# How do the nuclear-spin sectors of ammonia respond to a change?

**Question.** ND$_3$ carries three identical deuterons of spin 1. How do its symmetry sectors respond, in sign and size, when (a) D becomes H, (b) the gas is cooled, (c) a magnetic field is applied, (d) one D site is made different?

## The result

For $N$ particles with $d$ states each, Schur–Weyl duality splits the product space over the partitions $\lambda$ of $N$:

$$(\mathbb C^d)^{\otimes N}=\bigoplus_\lambda V_\lambda\otimes W_\lambda .$$

Permutations $P$ act irreducibly on $V_\lambda$. By Schur's lemma an observable $O$ commuting with every $P$ has the form $\bigoplus_\lambda 1\otimes O_\lambda$. Since $\mathrm{Tr}(\rho O)=\mathrm{Tr}(P\rho P^{-1}O)$, the state $\rho$ is equivalent to its average $\bar\rho=\frac1{N!}\sum_P P\rho P^{-1}$, which has no elements between different $\lambda$. Phases between sectors are unobservable.

For $N=3$ the sectors are $A_1$ (symmetric), $A_2$ (antisymmetric) and $E$ (mixed, $\dim V=2$):

$$d^3=\binom{d+2}{3}+\binom d3+2\,\frac{d(d^2-1)}{3},\qquad 27=10+1+2\times8 .$$

The rule covers symmetric operators on the spins alone. Operators that couple spin to position can convert sectors, at a rate not derived here. We track $f_E$, the population of the $E$ spin sector. For random spins $f_E=16/27=0.593$.

**Link to rotation.** The full state is $A_1$ for bosonic deuterons, so spin species pair with the same rotation–inversion species, $E\times E$ containing $A_1$ once. A cyclic permutation acts as a $120^\circ$ rotation, so levels with axial quantum number $K$ divisible by 3 are of $A$ type and the rest are $E$. Summed over both members of the inversion doublet, each signed $K$ gets weight $10+1=11$ or $8$. The ratio, $(d^2+2)/(d^2-1)=1.375$, modulates line strengths in infrared gas monitoring.

## (a) D to H

*Reasoning.* Three spins cannot be antisymmetrised in two states, so $A_2$ empties. Fewer states mean more repeated labels, which favours $A_1$. Hence $f_E$ falls and the alternation sharpens.

*Calculation.* With $d=2$, $8=4+0+2\times2$, so $f_E=0.500$, a change of $-0.093$. The ratio rises to 2. Protons are fermions, so spin $A_1$ pairs with rotation–inversion $A_2$, and for $K=0$ one doublet member is missing at each $J$.

## (b) Cooling

*Reasoning.* Take a rigid top, $\epsilon_{JK}=BJ(J+1)+(C-B)K^2$, with typical ND$_3$ constants $B=0.64$ meV and $C=0.39$ meV. The ground level has $K=0$. The lowest $E$ level, $J=|K|=1$, lies $B+C=1.03$ meV higher, or 12 K. Equilibrium $f_E$ therefore falls, noticeably only near that temperature. Collisions that leave the spins untouched cannot change $\lambda$, so cooling faster than conversion freezes $f_E$ at 0.593.

*Calculation.* Let $Z_A$ and $Z_E$ be the sums of $(2J+1)e^{-\epsilon_{JK}/k_BT}$ over signed $K$ of each type. With $\kappa=\langle\cos(2\pi K/3)\rangle$ averaged without spin weights,

$$f_E=\frac{8Z_E}{11Z_A+8Z_E}=\frac{16(1-\kappa)}{27+6\kappa}.$$

Classically $K$ is distributed as $e^{-CK^2/k_BT}$, giving $\kappa\approx e^{-\pi^2k_BT/9C}$. At 300 K ($k_BT=25.9$ meV) the exponent is $-73$, so process temperatures leave $f_E$ untouched. Direct sums for isolated molecules give the model's values:

| $T$ (K) | $Z_A$ | $Z_E$ | $f_E$ |
|---|---|---|---|
| 10 | 1.76 | 2.35 | 0.49 |
| 5 | 1.15 | 0.57 | 0.26 |

The neglected inversion splitting, typically 0.007 meV, lowers the 5 K value by 0.001.

## (c) Uniform field

*Reasoning.* The Zeeman term is symmetric and drives no conversion. It only shifts the equilibrium. Fully aligned spins are pure $A_1$, so $f_E$ falls. Reversing the field changes nothing, so the shift is quadratic.

*Calculation.* At 300 K rotation is unbiased and the spin state is $\rho_1^{\otimes3}$, with $\rho_1\propto\mathrm{diag}(e^x,1,e^{-x})$ and $x=g\mu_N\mathcal B/k_BT$. The $E$ projector is $\frac13(2-P_c-P_c^2)$ with $P_c$ cyclic, and $\mathrm{Tr}(P_c\rho_1^{\otimes3})=\mathrm{Tr}\rho_1^3$. Therefore

$$f_E=\tfrac23\left(1-\mathrm{Tr}\rho_1^3\right),\qquad \mathrm{Tr}\rho_1^3=\frac{1+2\cosh3x}{(1+2\cosh x)^3}\approx\frac{1+2x^2}{9},$$

and $\Delta f_E=-\frac4{27}x^2$. With a typical deuteron $g=0.857$ and $\mathcal B=10$ T the level spacing is 0.27 μeV, $x=1.0\times10^{-5}$ and $\Delta f_E=-1.6\times10^{-11}$. Deuteron quadrupole coupling, typically near 0.001 μeV, lies far below this spacing.

## (d) One site made different

*Reasoning.* Hold the molecule on a surface, bonded through one D, and label spins by site. The deuterons stay identical, but the spin at site 1 is now a legitimate observable, because it ties spin to position. Only the exchange of sites 2 and 3 remains a symmetry. Sectors should merge and a hidden phase should appear.

*Calculation.* Under that exchange each two-dimensional $V_E$ holds one even and one odd vector, so $27=(10+8)+(1+8)=18+9$. With labels $m_1m_2m_3$ take

$$|S\rangle=\frac{|100\rangle+|010\rangle+|001\rangle}{\sqrt3},\qquad |M\rangle=\frac{2|100\rangle-|010\rangle-|001\rangle}{\sqrt6},$$

of species $A_1$ and $E$, and $|\psi\rangle=(|S\rangle+e^{i\varphi}|M\rangle)/\sqrt2$. In units of $\hbar$ the total $I_z$ is 1 for every $\varphi$. For site 1 the diagonal elements are $1/3$ and $2/3$ and the cross element is $\sqrt2/3$, so

$$\langle I_{z1}\rangle=\tfrac12+\tfrac{\sqrt2}{3}\cos\varphi ,$$

an amplitude of 0.47. The averaged state $\bar\rho$ gives $1/3$ with no $\varphi$. A site-dependent shift proportional to $I_{z1}$ thus couples $A_1$ to $E$, which is one way a surface converts sectors. Replacing that D by H leaves the same reduced symmetry permanently. NHD$_2$ has $2\times(6+3)=18$ hydrogen spin states, with even and odd deuteron pairs in the ratio 2.

## Summary of responses

| Change | Response |
|---|---|
| D to H | $\Delta f_E=-0.093$ |
| 10 K, equilibrated (model) | $\Delta f_E=-0.10$ |
| 5 K, equilibrated (model) | $\Delta f_E=-0.33$ |
| fast cooling | none |
| 10 T at 300 K, equilibrated | $\Delta f_E=-1.6\times10^{-11}$ |
| one distinct site | $f_E$ no longer conserved, $27=18+9$ |